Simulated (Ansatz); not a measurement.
**Abstraction of H: C3H6 + GeH3 → C3H5 + GeH4**

Species: C3H6 (cyclopropane) `C1CC1`, singlet; GeH3 `[GeH3]`, doublet; C3H5 (cyclopropyl) `[CH]1CC1`, doublet; GeH4 (germane) `[GeH4]`, singlet. A radical takes H: the energy is the difference in strength between the C–H bond broken and the Ge–H bond made.

Shapes, held fixed at every level: PBE0-D4/def2-TZVP. Programs: Ansatz 0.2.0. The zero-point and thermal change to 298 K, harmonic and unscaled (PBE0-D4/def2-TZVP), is -12.7 kJ/mol.

| level | kind | ΔH(298 K) (kJ/mol) | less CCSD(T)/def2-TZVPP |
| --- | --- | --- | --- |
| HF/def2-TZVPP | Hartree–Fock | +77.6 | -17.4 |
| PBE-D4/def2-TZVPP | GGA | +92.4 | -2.6 |
| r2SCAN-D4/def2-TZVPP | meta-GGA | +83.9 | -11.1 |
| wB97M-V/def2-TZVPP | range-separated hybrid | +99.5 | +4.5 |
| MP2/def2-TZVPP | perturbation theory | +106.0 | +11.0 |
| CCSD(T)/def2-SVP | coupled cluster or CI | +96.3 | +1.3 |
| CCSD/def2-SVP | coupled cluster or CI | +95.3 | +0.3 |
| CCSD(T)/def2-TZVPP | coupled cluster or CI | +95.0 | 0.0 |

The highest level, CCSD(T)/def2-TZVPP, gives ΔH(298 K) = +95.0 kJ/mol; the levels span +77.6 to +106.0. The column of differences is taken from that level and isn't an error. No measured value is set beside it here. Open shells run unrestricted unless RO is named. Relativity is left out for Ge unless named. Correlated rows may include outer-core shells of Ge, which these sets cover unevenly.

Hydrogen transfer from cyclopropane to the germyl radical is clearly endothermic at every level, so the C–H bond broken is much stronger than the Ge–H bond made. Ring strain gives the exocyclic C–H bonds of cyclopropane extra s character, and the cyclopropyl radical keeps its unpaired electron in a σ-type orbital with little delocalisation to stabilise it. Germanium's diffuse valence orbitals, in turn, overlap less well with hydrogen 1s. The thermal correction of -12.7 kJ/mol favours the products, probably because stiff C–H vibrations give way to softer Ge–H ones.

Hartree–Fock gives the smallest endothermicity and MP2 the largest, which suggests that correlation strengthens the C–H bond more than the Ge–H bond and that second order overshoots this difference. In the smaller basis, triples raise the value only from +95.3 to +96.3 kJ/mol, so no strong multireference character is apparent. Germane should therefore be a thermodynamically favourable hydrogen donor to cyclopropyl radicals, though the rate depends on a barrier not computed here.
